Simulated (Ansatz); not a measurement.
Sb: the change of pressure with volume scale

Results calculated with Ansatz 0.2.0, not measured. Periodic Kohn-Sham DFT of a crystal at fixed atoms, scaled to volume_scale times the given cell; pressure positive in compression, energy less spherical unpolarised free atoms, largest_vzz the field gradient of largest size among the nuclei.

The cell before it is scaled or strained (space group Pm-3m, No. 221):
```
cell vectors (Å)
   3.1600     0.0000     0.0000
   0.0000     3.1600     0.0000
   0.0000     0.0000     3.1600
atoms (fractions of the cell vectors)
Sb  0.00000  0.00000  0.00000
```

Settings of every row: method frozen-core PAW; functional PBEsol; relativity scalar; k mesh 13x13x13; filling fermi-dirac; smearing width 0.05 eV; wave cutoff 420 eV; paw set soft_2.

Atom start moment: 0 on all atoms.

Limits: PAW files made with PBE; no spin-orbit coupling on heavy atoms.

```
row  volume scale  V (Å³/atom)  pressure (GPa)
  1          0.94       29.661          -2.027
  2        0.9405       29.677          -2.056
  3          0.96       30.292          -3.115
  4          0.97       30.608          -3.608
  5          0.98       30.923           -4.07
  6             1       31.554               ?
  7          1.01        31.87          -5.291
  8          1.02       32.186           -5.65
  9          1.03       32.501          -5.987
 10          1.04       32.817          -6.303
 11          1.06       33.448          -6.879
```

Question: what pressure should row 6 give?

Worked fit of pressure. Take u = (V_r/V)^(2/3) − 1 with V_r = 31.396 Å³ an atom, which is twice the finite (Eulerian) strain; such expansions in the strain, on which the Birch-Murnaghan equation of state is built, carry the rest volume and the bulk modulus. The shown rows have u = 0.03863, 0.03825, 0.02415, 0.01709, 0.01017, -0.00994, -0.01643, -0.0228, -0.02908, -0.04133. Least squares give pressure = −4.7092 + 60.677 × u + 212.81 × u² + 365 × u³ GPa; a parabola predicts inner rows, each left out in turn, worse (root mean square 0.0064 against 0.00068 GPa). The rows lie off it by 0.000, 0.001, 0.000, 0.000, 0.000, 0.001, 0.000, -0.001, 0.000, 0.000. The withheld row has u = -0.00334, so the fit gives −4.7092 + 60.677 × (-0.00334) + 212.81 × (-0.00334)² + 365 × (-0.00334)³ = -4.910 GPa.

The calculation gave -4.91 GPa. The fit meets it to the printed digit.
